# Bidentate formate on TiO2(110): exact chain isotherm against the $\theta_*^n$ rule

My microkinetic code gives a species bound to $n$ sites an adsorption rate proportional to $\theta_*^n$. On rutile TiO2(110) the five-coordinate Ti atoms (Ti5c) form rows along [001], and formate bridges two neighbouring Ti5c of one row. A row can be counted exactly, so I can see what the rule costs.

## Premises and conventions

1. A row has $M$ equivalent sites, open ends, and $M\to\infty$ unless I say otherwise.
2. Each of $N$ identical adsorbates covers $n$ adjacent sites, and no site is used twice.
3. There is no other lateral interaction, within a row or between rows. An adsorbate has one internal partition function $q$, which contains the binding energy and the vibrations and does not depend on coverage.
4. All allowed arrangements are sampled with Boltzmann weights.
5. The gas is ideal: $\mu=\mu^\circ+k_BT\ln(p/p^\circ)$.

I write $\rho=N/M$ for molecules per site, $\theta=n\rho$ for the fraction of covered sites, and $\theta_*=1-n\rho$ for the vacant fraction. $P_m$ is the probability that $m$ given adjacent sites are all vacant, so $P_1=\theta_*$. The activity is $z=q\,e^{\mu/k_BT}=Kp$ with $K=q\,e^{\mu^\circ/k_BT}/p^\circ$. This $K$ refers to one position on the row, and Henry's law reads $\rho=Kp$. A model written as $\theta=K'p$ at low coverage has $K'=nK$; mixing the two conventions inserts a spurious factor $n$ that is unrelated to what follows.

## Step 1: counting

I read the row from left to right as a word of two kinds of letter: $N$ adsorbates and $M-nN$ vacancies. Each word gives one arrangement and each arrangement one word, because the letter lengths add up to $M$ in any order. The word has $M-(n-1)N$ letters, and I choose which of them are adsorbates:

$$W=\frac{[M-(n-1)N]!}{N!\,(M-nN)!}.$$

With $\ln x!\simeq x\ln x-x$, the linear terms cancel, since $M-(n-1)N=N+(M-nN)$, and the $\ln M$ terms cancel for the same reason. The configurational entropy per site, $s=\ln W/M$ in units of $k_B$, is

$$s=[1-(n-1)\rho]\ln[1-(n-1)\rho]-\rho\ln\rho-(1-n\rho)\ln(1-n\rho).$$

It vanishes at $\rho=0$ and at $\rho=1/n$, where the first two terms cancel. That is right: a full row has one arrangement.

## Step 2: the isotherm

The canonical partition function is $Q=Wq^N$, so $\mu/k_BT=-\partial\ln Q/\partial N=-\ln q-ds/d\rho$, or $\ln z=-ds/d\rho$. Differentiating term by term,

$$\frac{ds}{d\rho}=-(n-1)\ln[1-(n-1)\rho]-\ln\rho+n\ln(1-n\rho)+[-(n-1)-1+n].$$

The last bracket is zero. Hence

$$\boxed{Kp=\frac{\rho\,[1-(n-1)\rho]^{\,n-1}}{(1-n\rho)^n}}$$

For $n=1$ this is the Langmuir isotherm. The slope follows by putting three fractions over one denominator; the terms in $\rho$ and $\rho^2$ of the numerator cancel:

$$\frac{d\ln z}{d\rho}=\frac1\rho-\frac{(n-1)^2}{1-(n-1)\rho}+\frac{n^2}{1-n\rho}=\frac{1}{\rho\,[1-(n-1)\rho]\,(1-n\rho)}.$$

It is positive on $0<\rho<1/n$, so the isotherm is single-valued. For $n=2$, $1+4z=[(1-2\rho)^2+4\rho(1-\rho)]/\theta_*^2=1/\theta_*^2$, which gives $\theta_*=(1+4Kp)^{-1/2}$.

## Step 3: runs of vacancies

I want $P_m$ itself, and a second route to the isotherm that avoids Stirling's formula. Let $\Xi_M(z)$ be the grand partition function, with $\Xi_0=1$ and $\Xi_M=0$ for $M<0$. The last site is either vacant or the end of an adsorbate:

$$\Xi_M=\Xi_{M-1}+z\,\Xi_{M-n}.$$

Solutions $x^M$ need $x^{n-1}(x-1)=z$. The left side rises from zero for $x>1$, so there is one root $\lambda>1$. It dominates: any other $x$ with $|x|\ge\lambda$ that is not real and positive has $|x-1|>|x|-1$, hence $|x|^{n-1}|x-1|>z$. So $\Xi_M\to A\lambda^M$, and $\rho=d\ln\lambda/d\ln z$. From $\ln z=(n-1)\ln\lambda+\ln(\lambda-1)$,

$$\frac1\rho=(n-1)+\frac{\lambda}{\lambda-1}\quad\Rightarrow\quad\lambda=\frac{1-(n-1)\rho}{1-n\rho},\qquad\lambda-1=\frac{\rho}{1-n\rho}.$$

Inserting these in $z=\lambda^{n-1}(\lambda-1)$ returns the boxed isotherm.

Now fix $m$ adjacent sites with $L$ sites to their left and $L'$ to their right, $L+L'=M-m$. If the $m$ sites are vacant, no adsorbate crosses them and the two sides are independent: $P_m=\Xi_L\Xi_{L'}/\Xi_M\to A\lambda^{-m}$. Setting $m=1$ fixes $A=\lambda\theta_*=1-(n-1)\rho$. Therefore

$$P_m=\theta_*\lambda^{-(m-1)},\qquad P_n=\frac{\theta_*^{\,n}}{[1-(n-1)\rho]^{\,n-1}}.$$

In the word picture the meaning is plain. The site after a vacancy holds the start of the next letter. That letter is a vacancy with probability (vacancies)/(letters) $=\theta_*/[1-(n-1)\rho]=1/\lambda$. The $n-1$ trailing sites of each adsorbate cannot follow a vacancy and drop out of the denominator.

The same cut gives the probability that an adsorbate occupies $n$ given sites, $z\,\Xi_L\Xi_{L'}/\Xi_M$ with $L+L'=M-n$. Far from the ends this probability is $\rho$, as each adsorbate starts at one site. So

$$\rho=Kp\,P_n .$$

This is the kinetic statement too. For direct adsorption and desorption with rates per site $k_ap\,P_n$ and $k_d\rho$, balance gives the same equation with $K=k_a/k_d$. The isotherm is $Kp=\rho/P_n$, and a closure for $P_n$ is a choice of isotherm.

## Step 4: what the $\theta_*^n$ rule does

The rule treats site occupations as independent, $P_n^{\rm MF}=\theta_*^n$, so $(Kp)^{\rm MF}=\rho/\theta_*^n$. At equal coverage

$$\frac{P_n}{P_n^{\rm MF}}=\frac{(Kp)^{\rm MF}}{Kp}=[1-(n-1)\rho]^{-(n-1)}.$$

The ratio is 1 at $\rho=0$, rises monotonically, and tends to $n^{n-1}$ at $\rho=1/n$, where the bracket equals $1/n$: 2 for $n=2$, 9 for $n=3$, 64 for $n=4$. The rule always underestimates the probability of $n$ adjacent vacancies. Occupied sites come in blocks, and so the vacancies are clustered more than in a random mixture. Four consequences matter to me.

**Low coverage.** Expanding the logarithms, $\ln(Kp/\rho)=[n^2-(n-1)^2]\rho+\dots=(2n-1)\rho+\dots$, against $n^2\rho$ for the rule. One adsorbate forbids $2n-1$ starting positions to another, which is the exact coefficient. For a dimer the rule blocks 4 positions where 3 are blocked. The error enters at first order in $\rho$.

**Entropy.** Integrating $-ds/d\rho=\ln\rho-n\ln(1-n\rho)$ with $s(0)=0$ gives $s^{\rm MF}=-\rho\ln\rho-(1-n\rho)\ln(1-n\rho)-(n-1)\rho$. At saturation $s^{\rm MF}=[\ln n-(n-1)]/n$, which is $-0.153$ for $n=2$. A negative logarithm of a count shows that the rule corresponds to no set of lattice arrangements there.

**Long species.** At fixed $\theta$, $\lambda=1+\theta/(n\theta_*)$, so $P_n\to\theta_*\exp(-\theta/\theta_*)$ as $n\to\infty$. This is the insertion probability of the one-dimensional hard-rod (Tonks) gas and it stays finite, while $\theta_*^n\to0$.

**Fixed pressure.** A reactor model fixes $Kp$, and the picture then changes. Both closures obey $P_n=\rho/Kp$, so $P_n^{\rm MF}/P_n=\rho^{\rm MF}/\rho\to1$ near saturation. The discrepancy moves into the single vacancies. For large $z$ the exact form gives $z\simeq(n\theta_*)^{-n}$ and the rule gives $z\simeq1/(n\theta_*^n)$, so $\theta_*^{\rm MF}/\theta_*\to n^{(n-1)/n}$, which is 1.41 for a dimer. With the multidentate species in quasi-equilibrium, a later step that needs one free site is made too fast by the rule, and a step that needs the whole run of $n$ is nearly right.

## Step 5: the proton

Formate comes from formic acid, which gives its proton to a bridging oxygen (O$_{\rm br}$): HCOOH(g) + 2 Ti5c + O$_{\rm br}$ ⇌ HCOO + O$_{\rm br}$H. The (1×1) cell has one O$_{\rm br}$ per Ti5c. I take $p$ as the monomer pressure and one H per formate, with no other hydroxyls and no loss of water. Two limits can be counted.

*Bound H.* Each proton stays on one definite O$_{\rm br}$ beside its formate. It adds nothing to the count, and $Kp=\rho(1-\rho)/(1-2\rho)^2$.

*Free H.* The protons spread over the O$_{\rm br}$ sites independently of the formates. Then $W$ gains the factor $\binom{M}{N}$, and $-\partial\ln\binom MN/\partial N=\ln[\rho/(1-\rho)]$ adds to $\ln Kp$:

$$Kp=\frac{\rho(1-\rho)}{(1-2\rho)^2}\,\frac{\rho}{1-\rho}=\left(\frac{\rho}{\theta_*}\right)^2,\qquad\theta=\frac{2\sqrt{Kp}}{1+2\sqrt{Kp}}.$$

The rule gives $(Kp)^{\rm MF}=\rho^2/[\theta_*^2(1-\rho)]$. The ratio of the closures at equal coverage is $1/(1-\rho)$ in both limits, though $K$ is a different constant in each. The cancellation in the free limit is a trap. A scheme that uses $\theta_*^2$ and also forgets the blocking of O$_{\rm br}$ lands on the exact isotherm, because the chain factor and the free O$_{\rm br}$ fraction both equal $1-\rho$. That holds for $n=2$ with one O$_{\rm br}$ per Ti5c and fails as soon as other hydroxyls are present.

## Range of validity

**Mobility.** The isotherm needs only equilibrium with the gas, because reversible adsorption connects every arrangement to the empty row. The formula for $P_n$ away from that equilibrium needs hops along the row fast enough to shuffle the word between adsorption events. The opposite limit, immobile dimers adsorbing irreversibly, is solvable. With $\tau=k_apt$, a vacant run of $m$ sites is destroyed by a dimer landing inside it ($m-1$ ways) or overlapping either end, which needs one more vacant site:

$$\frac{dP_m}{d\tau}=-(m-1)P_m-2P_{m+1}.$$

The form $P_m=e^{-(m-1)\tau}P_1$ solves all of these if $dP_1/d\tau=-2e^{-\tau}P_1$, so $\theta_*=\exp[-2(1-e^{-\tau})]$ from an empty row. Eliminating $\tau$,

$$P_2^{\rm irr}=\theta_*\left(1+\tfrac12\ln\theta_*\right).$$

It vanishes at $\theta_*=e^{-2}=0.135$, so the row jams at $\theta=0.865$, Flory's result. It equals $\theta_*^2$ where $\theta_*=1+\frac12\ln\theta_*$, at $\theta_*=0.203$. Above $\theta=0.797$ the rule overestimates the vacant pairs of a frozen layer: the sign of its error reverses.

**Finite rows.** Steps and defects cut the rows. From $\langle N\rangle=d\ln\Xi_M/d\ln z=M\rho+d\ln A/d\ln z$, with $A=1-(n-1)\rho$ and the slope of Step 2, $\langle N\rangle=M\rho-(n-1)\rho\theta_*$. The mean vacant fraction is $\theta_*[1+(n-1)\theta/M]$. Terms from the other roots decay along the row. For $n=2$ the second root is $1-\lambda$, of relative size $(\lambda-1)/\lambda=\rho/(1-\rho)$, and the correlation length is $\xi=1/\ln[(1-\rho)/\rho]$ sites. It diverges at saturation, where the parity of $M$ takes over, since an odd row always keeps one vacancy. I need $M\gg\xi$.

**Lateral interactions.** This is the premise that competes with the effect. Let two adsorbates in contact, with no vacancy between them, cost $\varepsilon$, and set $w=e^{-\varepsilon/k_BT}$. The row is a sequence of units, each an adsorbate followed by a gap of $g\ge0$ vacancies. In $\sum_M\Xi_My^M$ a unit has weight $zy^{n+g}$, times $w$ if $g=0$. The geometric series over units first diverges when the summed weight reaches 1, and this happens at $y=1/\lambda$. The normalised weights are the gap distribution, whose mean is $\theta_*/\rho$:

$$z\,y^n\left[w+\frac{y}{1-y}\right]=1,\qquad\frac{\theta_*}{\rho}=\frac{y}{(1-y)[w(1-y)+y]}.$$

For $w=1$ these are the equations of Step 3. Near saturation $y\to0$, so $n\theta_*\simeq y/w$ and $z\simeq1/(wy^n)=w^{-(n+1)}(n\theta_*)^{-n}$. The pressure at given coverage rises by $e^{(n+1)\varepsilon/k_BT}$: the new adsorbate uses up $n$ isolated vacancies and creates $n+1$ contacts. This equals the counting factor $n^{n-1}$ when $\varepsilon=\frac{n-1}{n+1}k_BT\ln n$, or $0.231\,k_BT$ for a dimer. A repulsion that small moves the isotherm as far as the chain correction does, and in the opposite direction.

**Dimension.** The count uses the fact that a row has no loops. On a lattice of coordination $\zeta$, a vacancy has $\zeta$ outward bonds and a chain $\zeta n-2(n-1)$. Pairing bond ends at random gives the conditional vacancy probability $\theta_*/[1-2(n-1)\rho/\zeta]$. For $\zeta=2$ this is the exact $1/\lambda$, on two-dimensional lattices it is an approximation, and the $\theta_*^n$ rule is its limit $\zeta\to\infty$. A row is the case furthest from that limit.

**Kinetics.** Adsorption through a mobile precursor changes both rate laws by a common factor and leaves the isotherm alone. Formate that rotates out of the row, binds through one oxygen, sits in an oxygen vacancy or decomposes is outside the model.

## Numerical illustration

The measured lattice constants of bulk rutile at 295 K are $a=4.59308$ Å and $c=2.95889$ Å (as listed by Burdett 1987). The (1×1) cell of the (110) face is $c\times\sqrt2a$. The site spacing is $c$, the rows are 6.496 Å apart, the cell area is 19.22 Å$^2$, and there are $5.203\times10^{14}$ Ti5c per cm$^2$. Saturation at $\rho=1/2$ is $2.601\times10^{14}$ formates per cm$^2$, spaced $2c=5.918$ Å along a row. I take $T=300$ K, $k_BT=25.85$ meV.

Vacant pairs at given coverage:

| $\theta$ | $\theta_*^2$ | $P_2$ | $P_2/\theta_*^2$ | $P_2^{\rm irr}$ |
|---|---|---|---|---|
| 0.20 | 0.6400 | 0.7111 | 1.111 | 0.7107 |
| 0.50 | 0.2500 | 0.3333 | 1.333 | 0.3267 |
| 0.80 | 0.04000 | 0.06667 | 1.667 | 0.03906 |
| 0.90 | 0.01000 | 0.01818 | 1.818 | not reached |
| 0.99 | 0.000100 | 0.000198 | 1.980 | not reached |

$Kp$ needed for that coverage:

| $\theta$ | bound H, exact | bound H, rule | free H, exact | free H, rule |
|---|---|---|---|---|
| 0.20 | 0.141 | 0.156 | 0.0156 | 0.0174 |
| 0.50 | 0.750 | 1.00 | 0.250 | 0.333 |
| 0.80 | 6.00 | 10.0 | 4.00 | 6.67 |
| 0.90 | 24.75 | 45.0 | 20.25 | 36.8 |
| 0.99 | 2500 | 4950 | 2450 | 4852 |

These digits belong to the hard-core model and carry no claim about a real layer. I look closer at $\theta=0.90$, $\rho=0.45$.

*Local order.* $\lambda=5.5$, so the neighbour of a vacancy is vacant with probability 0.182, where the rule says 0.100.

*Shape of the isotherm.* This is independent of $K$. Going from $\theta=0.50$ to 0.90 takes a pressure ratio of 33 (exact) or 45 (rule) with bound H, and 81 or 110 with free H. The state of the proton matters more than the closure.

*Fixed pressure.* With bound H and $Kp=24.75$, the rule reads $2Kp\,\theta_*^2+\theta_*-1=0$ and gives $\theta_*=0.1324$ in place of 0.1000, a factor 1.32. Its pair probability is 0.01753, which is 0.964 of the exact value. With free H and $Kp=20.25$ the rule gives $\theta_*=0.1288$.

*Free energy.* A $K$ extracted with the rule from a point at this coverage is too large by $1/(1-\rho)$, so the adsorption free energy comes out too negative by $k_BT\ln(1/0.55)=15.5$ meV. The bound at saturation is $k_BT\ln2=17.9$ meV.

*Rate.* At $p=10^{-8}$ mbar and $m=46.03$ u the impingement flux $p/\sqrt{2\pi mk_BT}$ is $2.24\times10^{12}$ cm$^{-2}$ s$^{-1}$, or $4.31\times10^{-3}$ s$^{-1}$ per cell. I assign one cell to each pair position and assume direct adsorption with unit probability on a vacant pair. With bound H the uptake is flux times $P_2$: $4.08\times10^{10}$ cm$^{-2}$ s$^{-1}$, against $2.24\times10^{10}$ from the rule. If a given O$_{\rm br}$ must also be free, both are multiplied by 0.55 and the ratio stays 1.818.

*Mobility.* With a typical prefactor of $10^{13}$ s$^{-1}$, the hop rate equals the arrival rate per cell at a barrier of $k_BT\ln(10^{13}/4.31\times10^{-3})=0.91$ eV. Shuffling takes many hops, so the diffusion barrier has to lie well below this for the equilibrium $P_2$ to apply during uptake.

*Row length.* The root ratio is 0.818 and $\xi=4.98$ sites, or 14.7 Å. For $M=30$, about 89 Å, the end correction gives a vacant fraction of 0.1030. The exact sums $\Xi_M=\sum_N\binom{M-N}{N}z^N$ at $z=24.75$ give 0.1026 for $M=30$ and 0.1032 for $M=31$. This shift of about 3% is small beside the factor 1.32.

*Interactions.* The threshold $0.231\,k_BT$ is 6.0 meV. With $\varepsilon=6$ meV, $w=0.793$; the mean gap 0.222 then requires $y=0.155$, and $Kp=42.7$ with bound H. That is most of the way from 24.75 to the 45.0 of the rule. For scale, two parallel point dipoles of 1 D normal to the surface and $2c$ apart repel by 3.0 meV in free space, so about 1.4 D reaches the threshold. A dipole directly across in the next row contributes $(2c/\sqrt2a)^3=0.76$ as much, so such forces couple the rows about as strongly as they act along them. The dipole force is long-ranged and this is an estimate of order only, yet for a charged carboxylate beside a hydroxyl I cannot assume the interactions to be smaller. In the hard-core model each full row picks its registry independently, so a (2×1) formate layer ordered across rows would itself show that inter-row forces are present.

The replacement $\theta_*^2\to\theta_*^2/(1-\rho)$ costs nothing, restores the exact excluded-site count and a non-negative entropy, and should be the zero-interaction baseline for these rows. Above roughly half coverage, a fit of an isotherm cannot separate this factor from a repulsion of a few meV unless the repulsion is known independently, and interaction parameters fitted on top of $\theta_*^2$ absorb up to $k_BT\ln2$ of counting entropy per formate.